End states of the finite dimerised chain, with a chain of ten phosphorus donor dots in silicon as example

1. Model, premises and conventions

A row of 2N quantum dots is coupled by tunnelling, with the coupling alternating between two values. The dots are grouped into N cells, n = 1 … N, of length a. Each cell holds a left dot A_n and a right dot B_n, so the row reads A_1 B_1 A_2 B_2 … A_N B_N. This is the dimerised chain of Su, Schrieffer and Heeger (1979). The premises are these.

(P1) One orbital per dot, and the orbitals of different dots are orthonormal.
(P2) One electron, or electrons that do not interact. Spin only doubles each level and is dropped.
(P3) All dots have the same on-site energy, which is the zero of energy.
(P4) Only nearest neighbours are coupled: −t1 between A_n and B_n, −t2 between B_n and A_{n+1}. All cells are identical.
(P5) The ends are open: A_1 and B_N have one neighbour each, and the leads are ignored.

Donor orbitals in silicon mix the six conduction-band valleys, so tunnel matrix elements can carry phases. These drop out here. The chain has 2N − 1 bonds and no closed loop, so the phase of each orbital can be chosen in turn, from left to right, to make every matrix element real and negative. We take t1 > 0 and t2 > 0 and define r = t1/t2. Signs of amplitudes refer to this choice of phases.

With amplitudes a_n on A_n and b_n on B_n, the equation Hψ = Eψ reads

E a_n = −t1 b_n − t2 b_{n−1}   (1a)
E b_n = −t1 a_n − t2 a_{n+1}   (1b)

for n = 1 … N. The missing neighbours are handled by the boundary conditions

b_0 = 0,  a_{N+1} = 0.   (2)

2. Two properties that follow at once

Every term of H links an A dot to a B dot. If (a, b) solves (1) at energy E, then (a, −b) solves it at −E, as substitution shows. The spectrum is symmetric about zero; this is called chiral or sublattice symmetry. Let T be the N × N matrix with t1 on the diagonal and t2 just below it. Then (1) with (2) is E a = −T b and E b = −Tᵀ a, and eliminating b gives

E² a = T Tᵀ a.   (3)

T is triangular, so det T = t1^N, which is not zero. No level lies exactly at zero energy, and the product of the N positive energies is t1^N. States at E and −E are orthogonal, which means Σa_n² − Σb_n² = 0: every eigenstate has half of its weight on each sublattice.

The chain also has a mirror symmetry, A_n ↔ B_{N+1−n}, so a non-degenerate state is even or odd under it.

3. Bands of the infinite chain

Without ends, Bloch's theorem gives a_n = α e^{iθn}, b_n = β e^{iθn} with θ = ka real. Equations (1) become Eα = −(t1 + t2 e^{−iθ})β and Eβ = −(t1 + t2 e^{iθ})α. Their product gives

E² = t1² + t2² + 2 t1 t2 cos θ.   (4)

The two bands cover |t2 − t1| ≤ |E| ≤ t1 + t2, and the gap of width 2|t2 − t1| is centred on zero, with its edges at θ = π. The bands are the same when t1 and t2 are exchanged, so they cannot tell whether a finite chain ends on a strong or a weak bond. By an end state we mean an eigenstate of the finite chain whose energy lies strictly inside this gap. Its wave number is then complex and its amplitude is built from real exponentials.

4. The half-infinite chain

Take the left end alone, N → ∞, and try E = 0. Equation (1b) gives a_{n+1} = −r a_n, so a_n = (−r)^{n−1} a_1. Equation (1a) with b_0 = 0 gives t1 b_1 = 0, and then b_n = 0 for every n. The solution is normalisable if and only if r < 1, and Σ r^{2(n−1)} = 1/(1 − r²) fixes a_1² = 1 − r². This state lives on the A dots only. Its amplitude alternates in sign and falls as exp(−na/ξ∞), with

ξ∞ = a / ln(1/r).   (5)

The probability falls twice as fast, over ξ∞/2. The limit r = 0 shows the origin of the state: the strong bonds pair B_n with A_{n+1} into levels at ±t2, and A_1 is left without a partner. In the finite chain B_N is left over too, the two tails overlap, and section 2 forbids E = 0. The remaining sections treat this case exactly.

5. Quantisation condition for N cells

Multiply (1a) by E and insert (1b). For 2 ≤ n ≤ N,

E² a_n = t1(t1 a_n + t2 a_{n+1}) + t2(t1 a_{n−1} + t2 a_n),

which is the three-term recurrence

a_{n+1} + a_{n−1} = 2x a_n,  x = (E² − t1² − t2²)/(2 t1 t2).   (6)

At n = N it holds with a_{N+1} = 0. At n = 1 the term with b_0 is absent, so E² a_1 = t1² a_1 + t1 t2 a_2. This takes the form (6) if a fictitious a_0 is introduced that cancels the two extra terms, t1 t2 a_0 + t2² a_1 = 0, or

r a_0 + a_1 = 0.   (7)

Run the recurrence from the right end. If a_N were zero, every a_n would vanish, so set a_N = 1. The Chebyshev polynomials of the second kind are defined by U_{−1} = 0, U_0 = 1 and U_{m+1} + U_{m−1} = 2x U_m, which is (6) with these starting values. Hence a_n = U_{N−n}(x), and (7) becomes

P(x) ≡ r U_N(x) + U_{N−1}(x) = 0.   (8)

P has degree N and leading term r(2x)^N. Its N roots are the N values of E² in (3), and each yields the pair ±E, which accounts for all 2N levels. For −1 < x < 1 put x = cos θ. The identity sin((m+2)θ) + sin(mθ) = 2 cos θ sin((m+1)θ) shows that U_m = sin((m+1)θ)/sin θ. The definition of x is then (4), the level lies within the bands, the state is a standing wave, and (8) reads r sin((N+1)θ) + sin(Nθ) = 0.

6. Counting the roots: the threshold

Evaluate P at the zeros of U_N, x_j = cos θ_j with θ_j = jπ/(N+1), j = 1 … N. There Nθ_j = jπ − θ_j, so sin(Nθ_j) = (−1)^{j+1} sin θ_j and

P(x_j) = (−1)^{j+1}.

P changes sign between each pair of neighbouring x_j. That places N − 1 roots between x_N and x_1, inside the bands, for any r. One root remains. At x_N the sign of P is (−1)^{N+1}, while for x → −∞ the leading term gives the sign (−1)^N. The last root therefore lies below x_N. All N roots are now located and distinct, so the levels are non-degenerate and none lies above the top of the bands.

Whether the last root lies above or below the gap edge x = −1 is settled by the sign of P there. The limit θ → π gives U_m(−1) = (−1)^m (m+1), so

P(−1) = (−1)^N [r(N+1) − N].

If r > N/(N+1), P(−1) has the sign opposite to P(x_N), the root lies between −1 and x_N, and all 2N states are band states. If r < N/(N+1), P(−1) has the same sign as P(x_N), the root lies below −1, and E² < (t2 − t1)². Exactly two levels, ±E0, lie in the gap if and only if

r < r_c = N/(N+1),  equivalently N > r/(1 − r).   (9)

The finite chain needs more than r < 1. At r = r_c the length (5) is a/ln(1 + 1/N) ≈ (N + 1/2)a, so (9) says that the decay length must fit into the chain.

7. Exact energy and amplitudes

For x < −1 put x = −cosh κ with κ > 0, which is θ = π + iκ. The hyperbolic form of the identity in section 5 gives U_m = (−1)^m sinh((m+1)κ)/sinh κ. Write S_m = sinh(mκ). Condition (8) becomes

r = S_N / S_{N+1}.   (10)

The right side tends to N/(N+1) as κ → 0 and to zero as κ → ∞, and by section 6 it takes each value between these once.

Energy. From the definition of x, E0² = t2²(1 + r² − 2r cosh κ). Insert (10):

E0² S_{N+1}²/t2² = S_{N+1}² + S_N² − 2 S_N S_{N+1} cosh κ.

Complete the square: the right side equals (S_N − S_{N+1} cosh κ)² − S_{N+1}² sinh²κ. The subtraction formula S_N = S_{N+1} cosh κ − cosh((N+1)κ) sinh κ turns the bracket into −cosh((N+1)κ) sinh κ, and cosh² − sinh² = 1 leaves sinh²κ. Thus

E0 = t2 sinh κ / sinh((N+1)κ).   (11)

Equations (10) and (11) are the exact solution in parametric form. Since E0² > 0, cosh κ < (r + 1/r)/2 = cosh(ln(1/r)). So κ < ln(1/r), and the exact decay length ξ = a/κ is always longer than ξ∞.

Amplitudes. Dropping a constant factor, a_n = (−1)^{n−1} S_{N+1−n}. Equation (1b) with (10) gives

E b_n = −t2 (−1)^{n−1} [S_N S_{N+1−n} − S_{N+1} S_{N−n}] / S_{N+1}.

Apply sinh u sinh v = ½[cosh(u+v) − cosh(u−v)] to both products. The terms cosh((2N+1−n)κ) cancel and leave ½[cosh((n+1)κ) − cosh((n−1)κ)] = S_n sinh κ. With (11), E b_n = (−1)^n E0 S_n. For E = ±E0,

a_n = (−1)^{n−1} S_{N+1−n},  b_n = ±(−1)^n S_n.   (12)

Both conditions (2) hold, because S_0 = 0. Comparing b_{N+1−n} with a_n gives the mirror parity ±(−1)^N, so for odd N the lower level is even.

Normalisation. With sinh² u = ½(cosh 2u − 1) and two geometric series,

D ≡ Σ_{m=1}^{N} S_m² = ¼[ sinh((2N+1)κ)/sinh κ − (2N+1) ],   (13)

and the states (12) have squared norm 2D.

The eigenstates are not confined to one end or one sublattice. Each has half of its weight on A dots near the left end and half on B dots near the right end. The sum and difference of the normalised states, |L⟩ = (|+⟩ + |−⟩)/√2 and |R⟩ = (|+⟩ − |−⟩)/√2, do sit on one sublattice each:

L_n = (−1)^{n−1} S_{N+1−n}/√D on A_n,  R_n = (−1)^n S_n/√D on B_n.   (14)

They satisfy H|L⟩ = E0|R⟩ and H|R⟩ = E0|L⟩. E0 is thus the tunnel coupling between the two ends through the chain. An electron prepared in L evolves as cos(E0 τ/ħ)|L⟩ − i sin(E0 τ/ħ)|R⟩ with time τ and reaches the far end at τ = h/(4E0).

At threshold, κ → 0, (11) gives E0 = t2/(N+1), which equals t2 − t1 at r = r_c, and (12) becomes the linear profile a_n ∝ (−1)^{n−1}(N+1−n). Nothing jumps there. The level passes continuously through the gap edge while its envelope changes from a sine through a straight line to a hyperbolic sine.

8. Long-chain expansion

Put z = e^{−κ}. Equations (10) to (12) become

r = z (1 − z^{2N}) / (1 − z^{2N+2}),
E0 = t2 z^N (1 − z²) / (1 − z^{2N+2}),
a_n ∝ (−z)^{n−1} [1 − z^{2(N+1−n)}].

When z^{2N} is negligible, z = r and

E0 ≈ t2 (1 − r²) r^N,  L_n ≈ √(1 − r²) (−r)^{n−1},  ξ ≈ a/ln(1/r).   (15)

The form of L_n fails near the far end, where the bracket in a_n bends the tail down to its node at n = N+1; on the last A dot the bracket is 1 − r².

The first correction measures how good (15) is. To first order in z^{2N}, r = z[1 − z^{2N}(1 − z²)], so z = r(1 + δ) with δ = r^{2N}(1 − r²). Then ln E0 changes by Nδ from the factor z^N, by −2r²δ/(1 − r²) = −2r^{2N+2} from the factor 1 − z², and by +r^{2N+2} from the denominator. The sum is N r^{2N}(1 − r²) − r^{2N+2}, so

E0 ≈ t2 (1 − r²) r^N { 1 + r^{2N}[N − (N+1) r²] },  κ ≈ ln(1/r) − r^{2N}(1 − r²).   (16)

The leading form (15) needs N r^{2N} ≪ 1. At threshold its ratio to the exact E0 is (N+1)(1 − r_c²) r_c^N, which tends to 2/e = 0.736 for large N.

A second route to (15) extends to unequal bonds t1,n and t2,n. Build L on the A dots from L_{n+1} = −(t1,n/t2,n) L_n, which cancels the amplitude sent to B_1 … B_{N−1}, and build R in the same way from the right end. Then H|L⟩ = −t1,N L_N |B_N⟩, and the coupling between the two trial states is

E0 ≈ t1,N |L_N| |R_N| = |L_1| |R_N| · Π t1,n / Π t2,n,   (17)

with N weak bonds in the numerator and N − 1 strong bonds in the denominator. For equal bonds |L_1||R_N| = (1 − r²)/(1 − r^{2N}), and (17) matches (15) to leading order. Bond disorder keeps the spectrum symmetric about zero, by section 2, but it enters E0 as a product.

9. Illustration: ten P donor dots in Si

Ten dots make N = 5 cells and r_c = 5/6 = 0.833. The inputs are typical values chosen for the example, not measurements: a straight chain with a strong bond t2 = 6 meV at spacing d2 = 8 nm and a weak bond t1 = 1.5 meV at d1 = 10 nm, with weak bonds at both ends. Then r = 0.25 and a = d1 + d2 = 18 nm, and the end dots are 5 d1 + 4 d2 = 82 nm apart. The bulk bands cover |E| from 4.5 to 7.5 meV.

Since r < r_c, two end states exist. Solving (10) gives κ = 1.3863, which equals ln 4 to these digits, so ξ = 13.0 nm, less than one cell. From (15),

E0 = 6 meV × 0.9375 × 0.25⁵ = 5.493 µeV,

and the relative correction in (16) is 4.4 × 10⁻⁶. The splitting is 2E0 = 11.0 µeV, equivalent to 2.66 GHz or to 0.127 K, and the end-to-end transfer time h/(4E0) is 0.188 ns. The other four roots of (8) give ±4.91, ±5.79, ±6.67 and ±7.28 meV. The product of the five positive energies is t1⁵ = 7.594 meV⁵, as section 2 requires. From (13) and (14), the probabilities of L on A_1 … A_5 are 0.9375, 0.0586, 3.66 × 10⁻³, 2.27 × 10⁻⁴ and 1.26 × 10⁻⁵. In each eigenstate these weights are halved and mirrored on B_5 … B_1, and the lower level is the even one.

The table varies t1 at fixed t2 = 6 meV and N = 5. Energies are in µeV.

r      t2 − t1   E0 exact (11)   leading (15)   corrected (16)   ξ/a exact   1/ln(1/r)
0.25   4500      5.493           5.493          5.493            0.721       0.721
0.50   3000      141.1           140.6          141.1            1.444       1.443
0.70   1800      550.5           514.3          544.2            2.943       2.804
0.80   1200      876.2           707.8          795.9            6.551       4.481
5/6    1000      1000            736.8          835.9            ∞           5.485

The leading form is low by 0.3 % at r = 0.5, by 6.6 % at r = 0.7 and by 19 % at r = 0.8. At r = 0.8 the state is an end state by the definition of section 3, but its decay length exceeds the five cells of the chain and it is hardly localised. At r = 0.9 a ten-dot chain has no level in the gap, although r < 1: condition (9) asks for N > 9, which is at least twenty dots. The digits above describe the model. Section 10 shows how much of them carries over to a device.

10. Range of validity

Within P1 to P5, results (8) to (14) are exact for every N ≥ 1 and r > 0. The forms (15) need N r^{2N} ≪ 1, which for five cells holds to better than one per cent up to r = 0.5. The derivation covers an even number of dots. With 2N − 1 dots, from A_1 to A_N, the N − 1 equations (1b) admit a_n = (−r)^{n−1} with b = 0, so an exact zero-energy state exists for any r; it sits at the left end for r < 1 and at the right end for r > 1.

Two scales decide whether a neglected term matters. The existence and shape of the end states are tested against the distance to the nearest band level, 4.91 meV in the example. The splitting and the sharing of a state between both ends are tested against 2E0 = 11.0 µeV, which almost every neglected term exceeds.

On-site detuning (P3). Let dot i have energy ε_i, small against the gap. Within the pair L, R the Hamiltonian has diagonal elements ε_L = Σ L_n² ε(A_n) and ε_R = Σ R_n² ε(B_n) and off-diagonal element E0; the detuning adds no L–R element, because the two states share no dot. With Δ = ε_L − ε_R the splitting is √(Δ² + 4E0²), and the weight of an eigenstate on its minority end is ½[1 − |Δ|/√(Δ² + 4E0²)]. For Δ = 100 µeV the splitting is 100.6 µeV and the minority weight is 0.30 %. Each state is then pinned to one end. The end states survive, but their energy follows the local potential, and the chiral symmetry gives no protection against it. The end dots must be levelled by gates to a few µeV before 2E0 can be seen.

Dot placement (P4). Assume that t falls as exp(−d/λ) and fix λ from the two inputs: λ = (d1 − d2)/ln(t2/t1) = 1.44 nm. Valley interference makes the real dependence less smooth, so this is a rough guide. Moving one interior dot along the chain by one Si(100) surface lattice spacing, approximately 0.384 nm, changes its weak bond by a factor 1.30 and its strong bond by the inverse factor. By (17), E0 changes by a factor of about 1.70. The threshold is far less sensitive, since a local r of 0.25 × 1.70 = 0.43 is still well below r_c.

Longer-range tunnelling (P4). Add a hopping −t′ between A_n and A_{n+1} and between B_n and B_{n+1}, taken real here. It breaks the chiral symmetry and keeps the mirror. In first order it shifts L and R equally, by −2t′ Σ L_n L_{n+1} ≈ +2r t′, and it has no L–R element. The splitting changes in second order through the decay factor. With a_n, b_n ∝ y^n the bulk equations give [E + t′(y + 1/y)]² = (t1 + t2 y)(t1 + t2/y). Set E = 2r t′ and y = −r + δy. To lowest order the left side is t′²(1 − r²)²/r² and the right side is −t2²(1 − r²) δy/r, so |y| grows by the fraction (1 − r²)(t′/t1)², and E0 ∝ |y|^N changes by a fraction of order N(1 − r²)(t′/t1)². Direct tunnelling over 18 nm gives t′ = t2 exp(−10 nm/λ) = 5.9 µeV. The common shift is 2.9 µeV, about half of E0, and the change of the splitting is of order 7 × 10⁻⁵. A staggered layout brings second neighbours closer and raises t′. Tunnelling −t″ from A_n to B_{n+1} over 28 nm, with t″ = 5.7 neV, couples L to R directly through N − 1 terms of size t″(1 − r²) r^{N−2}. Relative to E0 this is (N − 1) t″/(t2 r²) = 6 × 10⁻⁵.

Excited orbitals (P1). The valley–orbit gap above the ground state of a single P donor is approximately Δ_v = 12 meV, only twice t2; dots of several donors differ, and this value serves as a scale. If tunnelling into an excited orbital of a neighbour were as strong as t1 and t2, second-order processes would lower interior dots relative to end dots by about t2²/Δ_v = 3 meV, an offset that gates must cancel. They would also create a second-neighbour hopping of about t1 t2/Δ_v = 0.75 meV. This shifts both end levels by about 0.4 meV, which leaves them deep in the gap. The estimate N(1 − r²)(t′/t1)² is then 1.2, so the splitting can change by a factor of order two or more.

Interactions (P2). For one electron in the chain P2 is exact, and the end states are the fifth and sixth orbital levels, 7.28 meV above the ground state. With more electrons, typical donor-dot values are an on-site repulsion U ≈ 25 meV and a nearest-neighbour repulsion V ≈ 5 meV, so U exceeds every hopping. The picture of ten non-interacting electrons filling five spin-degenerate levels does not apply. One limit rescues the result. For U → ∞ and no repulsion between different dots, electrons on an open chain with nearest-neighbour hopping cannot pass one another. Their order of spins is frozen, and the energies are those of spinless fermions in the levels derived above. Four electrons fill the lower band, and the fifth and sixth enter the end states. The corrections to this limit are far larger than E0. Finite U brings terms of order t2²/U = 1.4 meV. An electron on an end dot sees half an electron on the next dot and is raised by about V/2 = 2.5 meV, equally at both ends. Two electrons on opposite ends repel with e²/(4π ε0 εr · 82 nm) = 1.5 meV for a relative permittivity εr of approximately 11.7, before screening by gates and leads. The addition energies of the fifth and sixth electrons differ by this repulsion plus 2E0, and the repulsion is more than a hundred times the larger. A charging spectrum therefore does not display 2E0 directly, and the end-to-end coupling of the interacting chain needs a many-body calculation.

Temperature and leads (P5). At an electron temperature of 0.1 K, kB T = 8.6 µeV. This is comparable to 2E0 and far below the gap. The tunnel broadening of the end dots by source and drain must also stay below 2E0 for the doublet to be resolved.

For the ten-dot chain the single-particle statements that carry over are those set by the meV scale: a weak bond at each end with r well below 5/6, two levels deep in the gap, and about 94 % of each localised state on the outermost dot. The splitting, of order 10 µeV for the chosen inputs, is an order-of-magnitude figure, exponentially sensitive to r and masked by any imbalance between the ends larger than itself.